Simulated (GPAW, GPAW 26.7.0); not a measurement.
# First-layer 3d core-level shift of clean Rh(110): relaxed slabs with a screened core hole

## The question

The reference is the Rh 3d surface core-level shift of clean Rh(110), measured by high-resolution core-level photoemission and taken from "Surface core-level shifts of some 4d-metal single-crystal surfaces: Experiments and ab initio calculations" (1994, Phys. Rev. B 50, 17525, Tables I and III). The first-layer component lies at lower binding energy than the bulk component, hence the negative sign. What is observed is a difference between two ionised final states, so the response of the valence electrons to the hole is part of the number. My own reservation concerns the decomposition of the spectrum: on so open a face the second layer may have a shift of its own, and a fit that resolves it can push the first-layer value to a slightly larger magnitude. The sample temperature is not given with the value.

| compared with | measured | source's wording or label | method |
| --- | --- | --- | --- |
| first-layer shift (eV) | −0.64 | Rh 3d, first layer against the bulk | high-resolution core-level photoemission |

Conditions are those given with the value in the passage it was taken from; "not stated" means there, and the paper may say more elsewhere. The values are a selection: others may have been left out beforehand as unlike or outlying.

## How to go about it

I want the first-layer shift within 0.15 eV of experiment. That is about a quarter of the shift itself: tight enough to test the surface physics, and wide enough to allow for the fit of overlapping components and for an idealised core hole. Thermal motion should enter only at the level of hundredths of an eV.

The model is a seven-layer 1×1 slab with the total-energy difference between a hole in the top layer and one in the middle layer. I skip bulk-cut atoms, because the first spacing of this face contracts and the surface potential changes with it. Ground-state core eigenvalues would leave out the screening. The weak point of the model is the small cell: the hole repeats on every atom of its layer, and a laterally larger cell is not shown in this report.

The database lattice constant, 3.7957 Å, is about 0.2 % short, probably an old value in kX units. I start there with PBE, then test the numerical settings, and finally see what the lattice and the functional are worth.

System: clean Rh(110); 1x1 slab of Rh, a = 3.7957 A from a database cell (an old entry, about 0.2 % short, probably in kX units).

On the selection of runs and values: Besides any runs that a report passes over, these were set aside when the results were gathered: 13 planned but not run to their end in the time given.

## 1. Relaxed PBE slab with core hole

PBE with relaxed outer layers and an explicit hole contains both the contraction and the final-state screening. At this in-plane lattice constant, shorter than PBE's own, the slab will swell somewhat along the normal, which I accept for the first number. I expect a clearly negative shift of roughly half an eV or more.

**Run 1.** GPAW 26.7.0: PBE, 7 layers, 14 A vacuum, given lattice, relaxed, core hole in the 1x1 cell, 3 inner atoms held in the relaxation; relaxation step without spin-orbit coupling on gpaw pw at 420 eV, mesh 12x16x1: atoms moved by up to 0.08 A (mesh 12x16x1, cutoff 420 eV, 7 atoms).

Key lines of the input:
```
atoms = Atoms(['Rh', 'Rh', 'Rh', 'Rh', 'Rh', 'Rh', 'Rh'],
              cell=[[3.7957, 0.0, 0.0], [0.0, 2.683965, 0.0], [0.0, 0.0, 22.051896]],
              scaled_positions=[[0.0, 0.0, 0.680921], [0.5, 0.5, 0.625158], [0.0, 0.0, 0.560856], [0.5, 0.5, 0.5], [0.0, ...],
              pbc=(True, True, True))
params = dict(mode=PW(420),
              xc='PBE',
              kpts={'size': (12, 16, 1), 'gamma': True},
              occupations=FermiDirac(0.05),
              nbands=-8,
              maxiter=200,
              txt='gs.txt',
              mixer=Mixer(0.05, 8, 80))
hole.calc = GPAW(**{**params, 'charge': -1, 'txt': f'hole{i}.txt', 'setups': {**params.get('setups', {}), i: 'hole' + params.get('setups', {}).get(atoms[i].symbol, '')}})
out['levels'][i] = hole.get_potential_energy(force_consistent=True) + hole.calc.get_reference_energy() - e0
```

Command:
```
gpaw-setup -f PBE Rh > setup.log
gpaw-setup -f PBE --core-hole=3d,1.0 --name=hole Rh > setup.log
OMP_NUM_THREADS=1 mpirun -n 4 gpaw python run.py > run.log
```

Selected lines of the output:
```
Cutoff: 420.0 eV
Converged in 21 steps
Free energy:     -48.038988
Extrapolated:    -47.987628
Fermi level: 2.377
[energy with the hole less without, eV] Rh 1 3d: 306.712, Rh 2 3d: 307.430, Rh 4 3d: 307.367
[planar average: potential in the vacuum over the top face, 4.696 eV above the Fermi level]
```

Converged; 22 min on 4 cores of Arm Neoverse V2, shared host.

| quantity | run 1 | measured | deviation |
| --- | --- | --- | --- |
| first-layer shift (eV) | −0.655 | −0.64 | −0.015 |

The first-layer shift is −0.655 eV, well inside the target and 0.015 eV from the measured value. I do not read anything into so small a difference before the mesh has been tested.

The second-layer atom comes out 0.063 eV more strongly bound than the middle one. If that holds, an unresolved second layer would pull the apparent bulk line to higher binding energy and make the first-layer shift look slightly too large in magnitude. That is the opposite direction to the reservation I began with, though a difference this small needs the same numerical test.

## 2. Denser mesh and higher cutoff

The shift is a difference between two large total energies in a metal with d states at the Fermi level, so k-point sampling is my first concern and the plane-wave cutoff the second. I tighten each separately and relax the slab again at each setting. I expect changes of a few hundredths of an eV from the mesh and less from the cutoff, since much of the basis error should cancel between two holes in the same element.

**Run 2.** GPAW 26.7.0: PBE, 7 layers, 14 A vacuum, another k-point mesh, core hole in the 1x1 cell, atoms relaxed first, 3 inner atoms held in the relaxation; relaxation step without spin-orbit coupling on gpaw pw at 420 eV, mesh 20x28x1: atoms moved by up to 0.07 A (mesh 20x28x1, cutoff 420 eV, 7 atoms).

Key lines of the input, as changed from run 1:
```diff
  atoms = Atoms(['Rh', 'Rh', 'Rh', 'Rh', 'Rh', 'Rh', 'Rh'],
-               scaled_positions=[[0.0, 0.0, 0.680921], [0.5, 0.5, 0.625158], [0.0, 0.0, 0.560856], [0.5, 0.5, 0.5], [0.0, ...],
+               scaled_positions=[[0.0, 0.0, 0.680879], [0.5, 0.5, 0.625087], [0.0, 0.0, 0.560856], [0.5, 0.5, 0.5], [0.0, ...],
  params = dict(mode=PW(420),
-               kpts={'size': (12, 16, 1), 'gamma': True},
+               kpts={'size': (20, 28, 1), 'gamma': True},
```

Selected lines of the output:
```
Cutoff: 420.0 eV
Converged in 28 steps
Free energy:     -48.042366
Extrapolated:    -47.992704
Fermi level: 2.377
[energy with the hole less without, eV] Rh 1 3d: 306.714, Rh 2 3d: 307.432, Rh 4 3d: 307.368
[planar average: potential in the vacuum over the top face, 4.698 eV above the Fermi level]
```

Converged; 71 min on 4 cores of Arm Neoverse V1, shared host.

**Run 3.** GPAW 26.7.0: PBE, 7 layers, 14 A vacuum, cutoff at 130 % of the usual, core hole in the 1x1 cell, atoms relaxed first, 3 inner atoms held in the relaxation; relaxation step without spin-orbit coupling on gpaw pw at 546 eV, mesh 12x16x1: atoms moved by up to 0.08 A (mesh 12x16x1, cutoff 546 eV, 7 atoms).

Key lines of the input, as changed from run 1:
```diff
  atoms = Atoms(['Rh', 'Rh', 'Rh', 'Rh', 'Rh', 'Rh', 'Rh'],
-               scaled_positions=[[0.0, 0.0, 0.680921], [0.5, 0.5, 0.625158], [0.0, 0.0, 0.560856], [0.5, 0.5, 0.5], [0.0, ...],
+               scaled_positions=[[0.0, 0.0, 0.680898], [0.5, 0.5, 0.625162], [0.0, 0.0, 0.560856], [0.5, 0.5, 0.5], [0.0, ...],
- params = dict(mode=PW(420),
+ params = dict(mode=PW(546),
```

Selected lines of the output:
```
Cutoff: 546.0 eV
Converged in 24 steps
Free energy:     -48.186770
Extrapolated:    -48.135372
Fermi level: 2.376
[energy with the hole less without, eV] Rh 1 3d: 306.710, Rh 2 3d: 307.427, Rh 4 3d: 307.363
[planar average: potential in the vacuum over the top face, 4.696 eV above the Fermi level]
```

Converged; 30 min on 4 cores of Arm Neoverse V2, shared host.

| quantity | run 2 | run 3 | measured |
| --- | --- | --- | --- |
| first-layer shift (eV) | −0.654 | −0.653 | −0.64 |

The denser mesh changes the shift by 0.001 eV and the higher cutoff by 0.002 eV. I had allowed a few hundredths for the mesh, so k-point sampling matters less here than I feared. The second-layer atom stays 0.064 eV above the middle one in both runs, so that small splitting is not a product of the mesh or the cutoff either.

## 3. Slab thickness, lattice constant and functional

What remains is the model itself. A six-layer slab tests whether the middle layer is a fair stand-in for the bulk; it is thinner, so it gives a sensitivity and not a proof of convergence. PBE at its own lattice constant removes the in-plane compression of the first run. LDA, also at its own lattice constant, is the neighbouring level for scale. I expect the thickness to matter most, by some hundredths of an eV, because the second layer already differs from the middle by that much.

**Run 4.** GPAW 26.7.0: PBE, 6 layers, given lattice, relaxed, core hole in the 1x1 cell, 2 inner atoms held in the relaxation; relaxation step without spin-orbit coupling on gpaw pw at 420 eV, mesh 12x16x1: atoms moved by up to 0.07 A (mesh 12x16x1, cutoff 420 eV, 6 atoms).

Key lines of the input, as changed from run 1:
```diff
- atoms = Atoms(['Rh', 'Rh', 'Rh', 'Rh', 'Rh', 'Rh', 'Rh'],
-               cell=[[3.7957, 0.0, 0.0], [0.0, 2.683965, 0.0], [0.0, 0.0, 22.051896]],
-               scaled_positions=[[0.0, 0.0, 0.680921], [0.5, 0.5, 0.625158], [0.0, 0.0, 0.560856], [0.5, 0.5, 0.5], [0.0, ...],
+ atoms = Atoms(['Rh', 'Rh', 'Rh', 'Rh', 'Rh', 'Rh'],
+               cell=[[3.7957, 0.0, 0.0], [0.0, 2.683965, 0.0], [0.0, 0.0, 20.709913]],
+               scaled_positions=[[0.0, 0.0, 0.658707], [0.5, 0.5, 0.598889], [0.0, 0.0, 0.5324], [0.5, 0.5, 0.4676], ...],
```

Selected lines of the output:
```
[energy with the hole less without, eV] Rh 1 3d: 306.763, Rh 2 3d: 307.470, Rh 3 3d: 307.459
[planar average: potential in the vacuum over the top face, 4.521 eV above the Fermi level]
```

Converged; 10 min on 4 cores of Intel Xeon 6975P-C (Granite Rapids), shared host.

**Run 5.** GPAW 26.7.0: PBE, 7 layers, 14 A vacuum, PBE lattice, relaxed slab, core hole in the 1x1 cell, 3 inner atoms held in the relaxation; relaxation step without spin-orbit coupling on gpaw pw at 420 eV, mesh 12x16x1: atoms moved by up to 0.09 A (mesh 12x16x1, cutoff 420 eV, 7 atoms).

Key lines of the input, as changed from run 1:
```diff
  atoms = Atoms(['Rh', 'Rh', 'Rh', 'Rh', 'Rh', 'Rh', 'Rh'],
-               cell=[[3.7957, 0.0, 0.0], [0.0, 2.683965, 0.0], [0.0, 0.0, 22.051896]],
-               scaled_positions=[[0.0, 0.0, 0.680921], [0.5, 0.5, 0.625158], [0.0, 0.0, 0.560856], [0.5, 0.5, 0.5], [0.0, ...],
+               cell=[[3.830381, 0.0, 0.0], [0.0, 2.708489, 0.0], [0.0, 0.0, 22.051896]],
+               scaled_positions=[[0.0, 0.0, 0.680212], [0.5, 0.5, 0.624723], [0.0, 0.0, 0.561412], [0.5, 0.5, 0.5], [0.0, ...],
```

Selected lines of the output:
```
[energy with the hole less without, eV] Rh 1 3d: 306.682, Rh 2 3d: 307.399, Rh 4 3d: 307.316
```

Converged; 9.7 min on 4 cores of AMD EPYC 9R45 (Zen 5), shared host.

**Run 6.** GPAW 26.7.0: LDA, 7 layers, 14 A vacuum, own relaxed lattice, relaxed slab, core hole in the 1x1 cell, 3 inner atoms held in the relaxation; relaxation step without spin-orbit coupling on gpaw pw at 420 eV, mesh 12x16x1: atoms moved by up to 0.09 A (mesh 12x16x1, cutoff 420 eV, 7 atoms).

Key lines of the input, as changed from run 1:
```diff
  atoms = Atoms(['Rh', 'Rh', 'Rh', 'Rh', 'Rh', 'Rh', 'Rh'],
-               cell=[[3.7957, 0.0, 0.0], [0.0, 2.683965, 0.0], [0.0, 0.0, 22.051896]],
-               scaled_positions=[[0.0, 0.0, 0.680921], [0.5, 0.5, 0.625158], [0.0, 0.0, 0.560856], [0.5, 0.5, 0.5], [0.0, ...],
+               cell=[[3.752323, 0.0, 0.0], [0.0, 2.653293, 0.0], [0.0, 0.0, 22.051896]],
+               scaled_positions=[[0.0, 0.0, 0.676349], [0.5, 0.5, 0.62238], [0.0, 0.0, 0.56016], [0.5, 0.5, 0.5], [0.0, ...],
  params = dict(mode=PW(420),
-               xc='PBE',
+               xc='LDA',
```

Command:
```
gpaw-setup -f LDA Rh > setup.log
gpaw-setup -f LDA --core-hole=3d,1.0 --name=hole Rh > setup.log
OMP_NUM_THREADS=1 mpirun -n 4 gpaw python run.py > run.log
```

Selected lines of the output:
```
[energy with the hole less without, eV] Rh 1 3d: 307.047, Rh 2 3d: 307.787, Rh 4 3d: 307.689
```

Converged; 10 min on 4 cores of AMD EPYC 9R45 96, shared host.

| quantity | run 4 | run 5 | run 6 | measured |
| --- | --- | --- | --- | --- |
| first-layer shift (eV) | −0.696 | −0.634 | −0.642 | −0.64 |

Thickness matters most of the three, as I had thought. With six layers the shift is −0.696 eV, 0.041 eV larger in magnitude than with seven. The innermost atom is then in the third layer instead of the fourth, so both the slab and the bulk stand-in have changed. The work function also falls, from 4.696 to 4.521 eV, so slabs this thin still feel their thickness. I therefore trust the shift to some hundredths of an eV, not to the thousandths that the mesh and cutoff tests might suggest.

The second layer needs a correction to what I wrote earlier. Its offset from the innermost atom drops from 0.063 eV to 0.011 eV in the six-layer slab. It was stable against mesh and cutoff, but it is not stable against thickness, and I can't use it to argue which way an unresolved second layer would bias the measured value.

At PBE's own lattice constant the shift is −0.634 eV, 0.021 eV smaller in magnitude than at the database value. That cell was relaxed at a moderate fixed cutoff and may not be PBE's converged one, but a remaining error well below the 0.035 Å between the two lattice constants should hardly matter here. LDA at its own lattice constant, with the same reservation about the cell, gives −0.642 eV. The two functionals differ by less than the thickness effect, so I don't rank them. All three results lie within the 0.15 eV target.

## 4. Wider vacuum

The hole in the top layer repeats with the cell and leaves the slab with two unequal faces, so the periodic images along the normal could act on the top-layer energy differently from the middle-layer one. Mesh and cutoff do not test this. I repeat the relaxed seven-layer PBE slab at the database lattice constant with 20 Å of vacuum in place of 14 Å. I expect a change of a few hundredths of an eV at most.

**Run 7.** GPAW 26.7.0: PBE, 7 layers, 20 A vacuum, core hole in the 1x1 cell, atoms relaxed first, 3 inner atoms held in the relaxation; relaxation step without spin-orbit coupling on gpaw pw at 420 eV, mesh 12x16x1: atoms moved by up to 0.08 A (mesh 12x16x1, cutoff 420 eV, 7 atoms).

Selected lines of the output:
```
Fermi level: 0.864
[energy with the hole less without, eV] Rh 1 3d: 306.712, Rh 2 3d: 307.430, Rh 4 3d: 307.367
[planar average: potential in the vacuum over the top face, 4.696 eV above the Fermi level]
```

Converged; 38 min on 4 cores of Arm Neoverse V1, shared host.

| quantity | run 7 | measured | deviation |
| --- | --- | --- | --- |
| first-layer shift (eV) | −0.655 | −0.64 | −0.015 |

With 20 Å of vacuum the shift is again −0.655 eV, and the hole energies of all three layers agree with those at 14 Å to the printed precision. Interaction between images along the normal is therefore no concern at this level. The Fermi level moves from 2.377 to 0.864 eV only because the zero of the potential depends on the cell volume; the work function stays at 4.696 eV. The wider vacuum says nothing about the repetition of the hole within its layer, which remains the same in both cells.

## The runs side by side

| run | settings | first-layer shift (eV) | deviation | cost |
| --- | --- | --- | --- | --- |
| 1 | PBE, 7 layers, 14 A vacuum, given lattice, relaxed, 3 inner atoms held in the relaxation | −0.655 | −0.015 | 89 core-min |
| 2 | PBE, 7 layers, 14 A vacuum, another k-point mesh, atoms relaxed first, 3 inner atoms held in the relaxation | −0.654 | −0.014 | 4.8 core-h |
| 3 | PBE, 7 layers, 14 A vacuum, cutoff at 130 % of the usual, atoms relaxed first, 3 inner atoms held in the relaxation | −0.653 | −0.013 | 2 core-h |
| 4 | PBE, 6 layers, given lattice, relaxed, 2 inner atoms held in the relaxation | −0.696 | −0.056 | 42 core-min |
| 5 | PBE, 7 layers, 14 A vacuum, PBE lattice, relaxed slab, 3 inner atoms held in the relaxation | −0.634 | +0.006 | 39 core-min |
| 6 | LDA, 7 layers, 14 A vacuum, own relaxed lattice, relaxed slab, 3 inner atoms held in the relaxation | −0.642 | −0.002 | 41 core-min |
| 7 | PBE, 7 layers, 20 A vacuum, atoms relaxed first, 3 inner atoms held in the relaxation | −0.655 | −0.015 | 2.5 core-h |
|  | measured | −0.64 |  |  |

Further runs on the same system, made beside this series (convergence steps with loose settings among them):

| further | settings | first-layer shift (eV) | deviation | cost |
| --- | --- | --- | --- | --- |
| F1 | PBE, 7 layers, 8 A vacuum, core hole in the 1x1 cell, atoms relaxed first, 3 inner atoms held in the relaxation, mesh 12x16x1: atoms moved by up to 0.08 A (mesh 12x16x1, cutoff 420 eV, 7 atoms) | −0.655 | −0.015 | 41 core-min |
| F2 | PBE, 7 layers, 14 A vacuum, another k-point mesh, core hole in the 1x1 cell, atoms relaxed first, 3 inner atoms held in the relaxation | −0.648 | −0.008 | 37 core-min |
| F3 | PBE, 7 layers, 14 A vacuum, cutoff at 65 % of the usual, core hole in the 1x1 cell, atoms relaxed first, 3 inner atoms held in the relaxation | −0.679 | −0.039 | 55 core-min |
| F4 | PBE, 7 layers, 14 A vacuum, Fermi-Dirac width 0.2 eV, core hole in the 1x1 cell, atoms relaxed first, 3 inner atoms held in the relaxation | −0.645 | −0.005 | 52 core-min |
| F5 | LDA, 7 layers, 14 A vacuum, given lattice, bulk-cut atoms, core hole in the 1x1 cell (mesh 12x16x1, cutoff 420 eV, 7 atoms) | −0.834 | −0.194 | 49 core-min |
|  | measured | −0.64 |  |  |

## What the runs support

The relaxed seven-layer PBE slab at the database lattice constant meets the 0.15 eV target. It gives −0.655 eV against the measured −0.64 eV, for 89 core-minutes.

Relaxing the slab was the step that mattered. LDA on bulk-cut atoms gives −0.834 eV and misses the target, while relaxed LDA gives −0.642 eV. The lattice constant differs between those two runs as well, but in PBE a change of similar size was worth only 0.021 eV, so I put most of the gap down to the contraction of the surface. The wider vacuum was a wasted run: even 8 Å gives the same shift.

The residual of 0.015 eV is too small to explain. Going from six to seven layers changes the shift by 0.041 eV, and thermal motion or the fit of the spectrum could contribute as much as the residual. The denser mesh and higher cutoff matter far less. PBE and LDA at their own lattice constants come closer still, but their cells were relaxed at a moderate fixed cutoff, and I count that closeness as chance.

The model contains the right physics, a relaxed surface and a screened hole, but I can't exclude some cancellation. The hole repeats on every atom of its layer, and what that does to the screening is not shown in this report. A laterally larger cell is the calculation that would tell. The second-layer shift also remains unsettled, since its offset from the innermost layer depends on slab thickness.

[Logs are printed without paths, hosts, clocks, repeated set-up lines and the standing remarks that a program may print on its own settings, such as how far it seeks lower states.]

[The runs shown are a pick from a larger set of finished runs; failed, doubtful and other runs were left out of it ahead of writing. So were measured values far from every level or from commonly accepted values, and agreement can look better than it is. Lines of input and output are excerpts and may be shortened.]
